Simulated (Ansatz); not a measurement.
## Zn₂O₃: pressure and energy above lowest point against volume per atom

Results calculated with Ansatz 0.2.0 development build, not measured. Equation of state of a cubic crystal from periodic Kohn-Sham density functional theory without spin; pressure corrected for the finite basis.

Cell of the first row (space group Pn-3m, No. 224):
```
Zn2O3
1.0
      4.7396     0.0000     0.0000
      0.0000     4.7396     0.0000
      0.0000     0.0000     4.7396
Zn O
4 6
Direct
  0.25000 0.25000 0.25000
  0.75000 0.75000 0.25000
  0.75000 0.25000 0.75000
  0.25000 0.75000 0.75000
  0.50000 0.00000 0.00000
  0.00000 0.50000 0.00000
  0.00000 0.00000 0.50000
  0.50000 0.50000 0.00000
  0.50000 0.00000 0.50000
  0.00000 0.50000 0.50000
```

Settings of every row: formula Zn2O3; structure type cubic X2O3; functional PBE; spin treatment none; k mesh 8x8x8; occupation method fermi-dirac; occupation width 0.061225619 eV; wave cutoff 700 eV; datasets hard PAW; density cutoff ratio 4.

Limits: a cubic model structure, not a phase known at ambient conditions; modest k-mesh, values are not fully converged in k.

| row | volume per atom (Å³) | pressure (GPa) | energy above lowest point (meV/atom) |
| --- | --- | --- | --- |
| 1 | 10.647 | 9.362 | 18.74 |
| 2 | 10.873 | ? | ? |
| 3 | 11.1 | 2.776 | 1.93 |
| 4 | 11.326 | -0.002 | 0 |
| 5 | 11.553 | -2.486 | 1.79 |
| 6 | 11.779 | -4.706 | 6.9 |
| 7 | 12.006 | -6.691 | 14.99 |

Question: what pressure and energy above lowest point should row 2 give?

Worked fit of pressure. Take u = (V_r/V)^(2/3) − 1 with V_r = 11.44 Å³ an atom, which is twice the finite (Eulerian) strain; such expansions in the strain, on which the Birch-Murnaghan equation of state is built, carry the rest volume and the bulk modulus. The shown rows have u = 0.04906, 0.02032, 0.0067, -0.00653, -0.01928, -0.03168. Least squares give pressure = −1.2848 + 188.092 × u + 565.73 × u² + 486.9 × u³ GPa; a parabola predicts inner rows, each left out in turn, worse (root mean square 0.01 against 0.0046 GPa). The rows lie off it by 0.000, 0.001, -0.003, 0.003, -0.002, 0.000. The pressure vanishes at u = 0.0067, or V = 11.33 Å³ an atom, and there the bulk modulus at fixed shape and fractions is B = −V dP/dV = (2/3)(1 + u) dP/du = 131 GPa. The withheld row has u = 0.03447, so the fit gives −1.2848 + 188.092 × (0.03447) + 565.73 × (0.03447)² + 486.9 × (0.03447)³ = 5.891 GPa.

The calculation gave 5.884 GPa. The fit lies 0.007 GPa (0.044 % of the column's range) above it; its largest miss of a shown row is 0.003 GPa.

Worked fit of energy above lowest point. Take u = (V_r/V)^(2/3) − 1 with V_r = 11.44 Å³ an atom, which is twice the finite (Eulerian) strain; such expansions in the strain, on which the Birch-Murnaghan equation of state is built, carry the rest volume and the bulk modulus. The shown rows have u = 0.04906, 0.02032, 0.0067, -0.00653, -0.01928, -0.03168. Least squares give energy above lowest point = 0.462 − 137.28 × u + 10241.9 × u² + 3071 × u³ meV/atom; a parabola predicts inner rows, each left out in turn, worse (root mean square 0.06 against 0.0097 meV/atom). The rows lie off it by 0.00, 0.00, 0.00, 0.00, 0.01, 0.00. Its lowest point lies at u = 0.0067, or V = 11.33 Å³ an atom, and the curvature there gives the bulk modulus at fixed shape and fractions, B = (4/9)(1 + u)² E″(u)/V = 131 GPa. The withheld row has u = 0.03447, so the fit gives 0.462 − 137.28 × (0.03447) + 10241.9 × (0.03447)² + 3071 × (0.03447)³ = 8.02 meV/atom.

The calculation gave 8.01 meV/atom. The fit lies 0.01 meV/atom (0.053 % of the column's range) above it, one unit of the last digit.
